## BaZnSbF: a zero gap that comes from the approximation

Cell 4 looks wrong. The table gives it no band gap, yet in the same calculation the highest filled and the lowest empty level lie 0.41 eV apart. In cells 3 and 5, which are only slightly smaller and larger, that distance is about 0.01 eV. A solid is unlikely to turn from nearly metallic to semiconducting and back over such small changes of volume, which suggests that the reading depends on something other than the compound.

BaZnSbF (P4/nmm) in Ansatz 0.2.0: PBE, plane waves with PAW datasets, 420 eV cutoff, scalar-relativistic without spin-orbit coupling, not spin-polarized. All rows are single points on unrelaxed cells, with Fermi-Dirac smearing of 0.1 eV in cells 1 and 4 and Methfessel-Paxton smearing of 0.012 to 0.085 eV in the others. Positive pressure means compression.

```tsv
cell	volume (Å³/atom)	shortest distance at Ba (Å)	pressure (GPa)	band gap on the mesh (0: none) (eV)	Bader charge of Ba (e)	k-mesh	formation energy (eV/atom)
1	23.64	2.640	2.5	0.00	1.50	8x8x4	-1.801
2	23.81	2.646	2.0	0.00	1.50	6x6x3	-1.803
3	24.17	2.659	1.2	0.00	1.50	6x6x3	-1.806
4	24.55	2.673	0.4	0.00	1.51	6x6x3	-1.808
5	25.05	2.691	-0.6	0.00	1.52	6x6x3	-1.808
```

**Why a zero gap is suspicious here**

The chemistry suggests a semiconductor. Counting $\mathrm{Ba^{2+}}$, $\mathrm{Zn^{2+}}$, $\mathrm{Sb^{3-}}$ and $\mathrm{F^-}$, the charges add up to zero and every ion has a closed shell. The 88 electrons per cell that the calculation treats explicitly, leaving out the inner cores, would then fill exactly 44 levels at each k-point, a k-point being one of the sampled electron wavelengths and directions. The calculation instead finds k-points with 45 filled levels, so at some of them a level from above the expected gap has come down among the filled ones.

A safer reading follows the bands by number and asks how far band 44 rises above the bottom of band 45. This overlap is 11.8 meV in cell 4, between the values of its two neighbours. The bands therefore change smoothly, and only the reading from filled to empty levels jumps. What remains to be explained is why bands 44 and 45 touch in every cell.

**The picture: two levels that share one place**

The structure is tetragonal, with a fourfold axis along the long edge of the cell. For an electron moving along this axis, the Sb $5p_x$ and $5p_y$ orbitals are equivalent, because a quarter turn changes one into the other. As long as spin-orbit coupling is left out, their levels must have the same energy at every point on the axis. They form a pair with room for four electrons.

Consider first the limit in which the lowest conduction level lies well above this pair. All four places are filled, the pair is the top of the valence band, and a gap separates it from the next level. Now let the conduction level sink below the pair. It takes two electrons with it, and the pair is left half full. The highest filled and the lowest empty level then belong to the same degenerate pair, and symmetry forces the gap to zero.

The count of 45 filled levels and the persistent touching fit this second limit. That the pair is mainly Sb $5p$ is an argument from chemistry and symmetry. That the sunken level is largely Zn $4s$ is a guess.

**Testing the picture with the mesh**

In cells 2, 3 and 5 the outputs place the lowest empty level at the centre of the axis, where the wavelength is infinite, and the highest filled level one third of a reciprocal lattice vector away along it. Both lie on the axis, as the picture requires. If they belong to one pair, the overlap of bands 44 and 45 measures how much the energy of this pair varies along the axis. Cell 1 provides a test, because its overlap of 17.45 meV stands well above the 12.84 meV of cell 2. Its k-mesh also has four divisions along the axis, where the other cells have three. The two meshes sample different stretches of the same curve.

The simplest curve for an electron that hops only between neighbouring cells along the axis is a cosine:

$$
E(\kappa)=E_\Gamma-\frac{W}{2}\left[1-\cos(2\pi\kappa)\right].
$$

Here $\kappa$ is the position along the axis as a fraction of the reciprocal lattice vector, $E_\Gamma$ the energy of the pair at $\kappa=0$, and $W$ the full width of its band. Four divisions reach $\kappa=1/2$, where the energy has dropped by all of $W$. Three divisions reach only $\kappa=1/3$, where the cosine is $-1/2$ and the drop is three quarters of $W$.

Cells 2 and 3 now give an estimate for cell 1, which takes no part in it. Dividing their overlaps by 0.75 gives full widths of 17.11 and 16.40 meV. Cell 1 is smaller than cell 2 by 0.17 Å$^3$ per atom, while cells 2 and 3 differ by 0.36 Å$^3$ per atom. Continuing the straight line gives

$$
W_1\approx 17.11+(17.11-16.40)\times\frac{0.17}{0.36}\approx 17.45\ \text{meV}.
$$

The calculation gives the same value. Without the factor of three quarters, the same straight line through the raw overlaps would give only about 13 meV. The agreement is closer than so simple a curve deserves, and only one cell has the other mesh, so it supports the picture without settling it. The rule can be used for other meshes of this compound: six divisions again reach the halfway point and should show the full width.

**An accidental overlap would move**

Two unrelated bands could also happen to overlap by a few millielectronvolts. Their energies would respond differently to a change of volume, because an $s$-like and a $p$-like level feel the shrinking distances in different ways. The shift in energy per unit of relative volume change is called the deformation potential, and what counts here is the difference between those of the two bands. For each electronvolt of this difference, the overlap would shift by about 51 meV between cells 2 and 5.

The computed overlap changes by only 1.7 meV over that range. A touching that stays put while the crystal expands by 5 % is more naturally explained by symmetry than by coincidence. The small decrease that does occur has a plain reading too: in the larger cells the electrons hop less easily along the axis, and the band of the pair becomes narrower. All cells keep the same shape, so this describes uniform expansion only.

**Why cell 4 seemed to have a gap**

Smearing spreads the filling of levels over a small energy range so that sums over a coarse mesh behave well. In cells 2, 3 and 5 the Fermi level cuts through the pair, and the distance from filled to empty levels is simply the overlap. Cells 1 and 4 use a broad Fermi-Dirac smearing, whose long tails also partly empty valence levels near the pair. To keep the number of electrons right, the Fermi level has to rise, and in cell 4 it ends up 0.1 eV above the pair.

Both levels of the pair then count as filled, and the nearest empty level is found at a k-point away from the axis. The 0.41 eV is the distance to that point, not a gap of the crystal. Cell 1, whose finer mesh has points closer to the axis, gives 0.19 eV. In the limit of an ever finer mesh this distance should shrink to zero, because the upper band joins the pair at the axis. The printed analysis after the text sets the two readings side by side.

**Which approximation fails**

The first failure is the neglect of spin-orbit coupling. This coupling ties an electron's spin to its orbital motion. It combines $p_x$ and $p_y$ into orbitals that circulate about the axis in opposite senses, and for a given spin the two senses differ in energy. For Sb $5p$ electrons its size is roughly a few tenths of an electronvolt, far more than the 17 meV width of the pair. Theory therefore leads one to expect that the pair splits into a filled and an empty level along the axis. The exact touching belongs to the scalar-relativistic treatment and should not be read as a property of BaZnSbF.

The second suspect is PBE itself. It commonly places conduction levels too low relative to valence levels, and in a compound with a small gap this can push a conduction level below the valence top. If that has happened here, the correct order is the first limit above, with a full pair and an ordinary gap. This is plausible but untested, and these results do not fix the size of the true gap.

**What this means for using the numbers**

The failure leaves no visible mark on the mechanical results. The pressure falls steadily with volume and passes through zero between cells 4 and 5, as it would for any well-behaved solid. The formation energies differ by only 7 meV per atom, which is within the mesh error that metals can have at these settings. A smooth energy curve is thus no evidence that the electronic state is right.

For anyone choosing materials, the zeros in the gap column are no reason to class BaZnSbF as a metal. The warning signs are a charge-balanced formula without a gap, a touching that hardly moves with volume, and a distance from filled to empty levels that jumps with the smearing. A finer mesh alone would confirm the zero more precisely, because the symmetry that causes it would still be there. The useful next calculation includes spin-orbit coupling together with a method that places the conduction levels more reliably.

Numerical output:

```
sum of the ionic charges Ba +2, Zn +2, Sb -3, F -1: 0
levels that 88 electrons fill at each k-point if there is a gap: 44
largest gap in the table, eV: 0
two readings of the same bands:
  row  overlap_of_bands_44_and_45_meV  filled_to_empty_distance_meV  smearing_width_meV  Fermi_Dirac_if_1
    1                           17.45                         191.2                 100                 1
    2                           12.84                          12.8                84.9                 0
    3                            12.3                          12.3                  12                 0
    4                           11.81                         412.7                 100                 1
    5                           11.17                          11.2                16.3                 0
height of the Fermi level above the highest filled level in cell 4, meV: 95.5
overlap corrected for the mesh:
  row  share_of_width_seen  full_width_of_the_pair_meV
    1                    1                       17.45
    2                 0.75                       17.11
    3                 0.75                        16.4
    4                 0.75                       15.74
    5                 0.75                        14.9
overlap of cell 2 over that of cell 1: 0.7358
full width expected for cell 1 from cells 2 and 3, meV: 17.45
full width computed for cell 1, meV: 17.45
fall of the overlap from cell 2 to cell 5, meV: 1.663
growth of the volume from cell 2 to cell 5, percent: 5.208
shift of an accidental overlap from cell 2 to 5 for each eV of deformation potential, meV: 50.77
rise of the Bader charge of Ba over the series, e: 0.02
span of the formation energy, meV/atom: 7
```
